One way to class a bond as shared or closed-shell is by the sign of the Laplacian of the electron density at the bond point. In methylsilane that test puts C–H among the shared bonds, but Si–H and C–Si beside salts and weak contacts. The density is roughly 0.3 a.u. in C–H and 0.1 a.u. in both silicon bonds, while the Laplacian goes from about −1 to a few tenths above zero. The energy density, however, is negative in every row, and it leads to a better verdict: the silicon bonds are polar covalent bonds.

QTAIM bond critical points of methylsilane (CH3SiH3, neutral singlet, gas phase), calculated with PySCF 2.14.0 at the HF/6-31+G(d) level on a GFN2-xTB geometry. The energy density is the total of the kinetic and potential energy densities at each point.

| row | density (a.u.) | first atom | second atom | laplacian (a.u.) | ellipticity | energy density (a.u.) |
| --- | --- | --- | --- | --- | --- | --- |
| 1 | 0.272 | 1.000 | 5.000 | -0.927 | 0.019 | -0.274 |
| 2 | 0.272 | 1.000 | 3.000 | -0.927 | 0.019 | -0.274 |
| 3 | 0.272 | 1.000 | 4.000 | -0.926 | 0.019 | -0.274 |
| 4 | 0.120 | 2.000 | 6.000 | 0.207 | 0.001 | -0.079 |
| 5 | 0.120 | 2.000 | 8.000 | 0.207 | 0.000 | -0.079 |
| 6 | 0.120 | 2.000 | 7.000 | 0.207 | 0.001 | -0.079 |
| 7 | 0.116 | 1.000 | 2.000 | 0.297 | 0.000 | -0.064 |

Atom 1 is carbon, atom 2 silicon, atoms 3–5 are the hydrogens on carbon and atoms 6–8 those on silicon. The seven rows therefore describe three distinct bonds, and the slightly different Laplacian of row 3 is noise among equivalent C–H bonds. Ellipticity compares the two curvatures of the density across a bond and is zero when they are equal. The threefold axis demands this for C–Si; the C–H bonds lie off the axis and may keep a small value.

### Density does not follow length alone

If length ruled in the simplest way, the density would fall by a constant factor per ångström. From C–H to Si–H the bond grows by 0.378 Å and the density falls from 0.272 to 0.120 a.u. From Si–H to C–Si it grows by a further 0.430 Å.

Carrying the same decay on gives 0.120 × (0.120/0.272)^(0.430/0.378) ≈ 0.047 a.u. for C–Si, a row that played no part in setting the rate. The calculation gives 0.116 a.u., about 2.5 times as much. The slight remaining drop from Si–H to C–Si is not secure, because the tight-binding C–Si length is probably a few hundredths of an ångström too long.

The position of the bond point shows what the length rule overlooks. This point is the minimum of the density along the bond, and it lies about 0.7 Å from silicon in both Si–H and C–Si. Almost all the added length is on the partner's side, where carbon's valence shell reaches further than that of hydrogen. Theory places the point near the edge of the silicon core, because the bonding pair is drawn towards the more electronegative partner. The computed atomic charges agree with this: silicon is positive, while carbon and the hydrogens on silicon are negative.

### Why the Laplacian changes sign

Two limiting cases explain the sign. They use the local virial relation ¼∇²ρ = G + H, where ρ is the density, ∇²ρ its Laplacian, G the positive kinetic energy density and H the total energy density of the table. A negative H means that potential energy outweighs kinetic energy at that point. The Laplacian can still be positive, provided G is larger than the magnitude of H.

In the first limit, one doubly occupied real orbital ψ supplies all the density, so ρ = 2ψ². The slope of ρ vanishes at the bond point, hence so does the slope of ψ, and G, which is built from squared orbital slopes, is zero. The Laplacian is then 4H, which for C–H means 4 × (−0.274) ≈ −1.10 a.u., against −0.93 a.u. in the table. C–H is thus close to the picture of a single shared pair. For Si–H the same limit fails even in sign.

In the second limit, several orbitals slope in opposite directions. Their slopes cancel in the density, but their squares add up in G. Near silicon, the tails of the core orbitals should rise towards the nucleus while the polarised bonding pair rises towards its partner. From C–H to Si–H, G grows from 0.04 to 0.13 a.u., while the magnitude of H shrinks from 0.27 to 0.08 a.u. The numbers show this exchange; its assignment to particular orbitals is an argument from theory.

The curvatures of the density show the same change in space. The Laplacian adds two negative curvatures across the bond to a positive one along it. About 90% of its rise from C–H to Si–H comes from weaker contraction across the bond. Relative to the much smaller density, however, the curvature along the bond also grows, from 1.7 to 4.8. The output below gives both views, together with the estimate based on length.

A positive Laplacian here is therefore best read as the sign of a bond point close to the core of an electropositive atom, not of a missing shared pair. Distance alone does not decide this: in C–H the point lies about as far from carbon, but carbon's core is much smaller. The Mayer bond orders fit a shared pair in all three bonds: 0.96 for Si–H and 0.83 for C–Si, against 0.94 for C–H. Hartree–Fock tends to exaggerate polarity, so correlation may shift the size of these Laplacians, an effect not tested here. For a related polar bond, the first thing to ask is where the bond point lies relative to the core of the more electropositive atom.

Printed output of the fit:

```
Place of the bond point (angstrom) and curvatures (a.u.):
  row  bond length  to Si (C in C-H)  to partner  sum of two curvatures across  curvature along
    1        1.087             0.684       0.403                        -1.389           0.4616
    2        1.087            0.6841      0.4029                        -1.388           0.4612
    3        1.087            0.6841      0.4029                        -1.388           0.4616
    4        1.465            0.7127      0.7523                       -0.3714           0.5784
    5        1.465            0.7128      0.7522                       -0.3713           0.5783
    6        1.465            0.7128      0.7522                       -0.3714           0.5784
    7        1.895            0.7173       1.178                       -0.3331           0.6301
Energy densities and values per density (a.u.):
  row  kinetic G  ratio V to G  H per density  across per density  along per density
    1    0.04225         7.485         -1.007              -5.105              1.697
    2    0.04225         7.485         -1.007              -5.104              1.696
    3     0.0425         7.447         -1.007              -5.102              1.697
    4     0.1308         1.604        -0.6583              -3.095               4.82
    5     0.1308         1.604        -0.6583              -3.094              4.819
    6     0.1308         1.604        -0.6583              -3.095               4.82
    7     0.1382         1.463        -0.5517              -2.872              5.432
Density of Si-H below that of C-H (percent): 55.88
Density of C-Si below that of Si-H (percent): 3.333
Length added from C-H to Si-H (angstrom): 0.378
Length added from Si-H to C-Si (angstrom): 0.43
C-Si density if length alone ruled (a.u.): 0.0473
Computed C-Si density over that estimate (ratio): 2.452
Added length on the Si side from Si-H to C-Si (angstrom): 0.004542
Added length on the partner side from Si-H to C-Si (angstrom): 0.4255
Rise of the Laplacian from C-H to Si-H (a.u.): 1.134
Part of this rise from the curvatures across (a.u.): 1.017
Part of this rise from the curvature along (a.u.): 0.1169
Share of the curvatures across in this rise (percent): 89.69
```
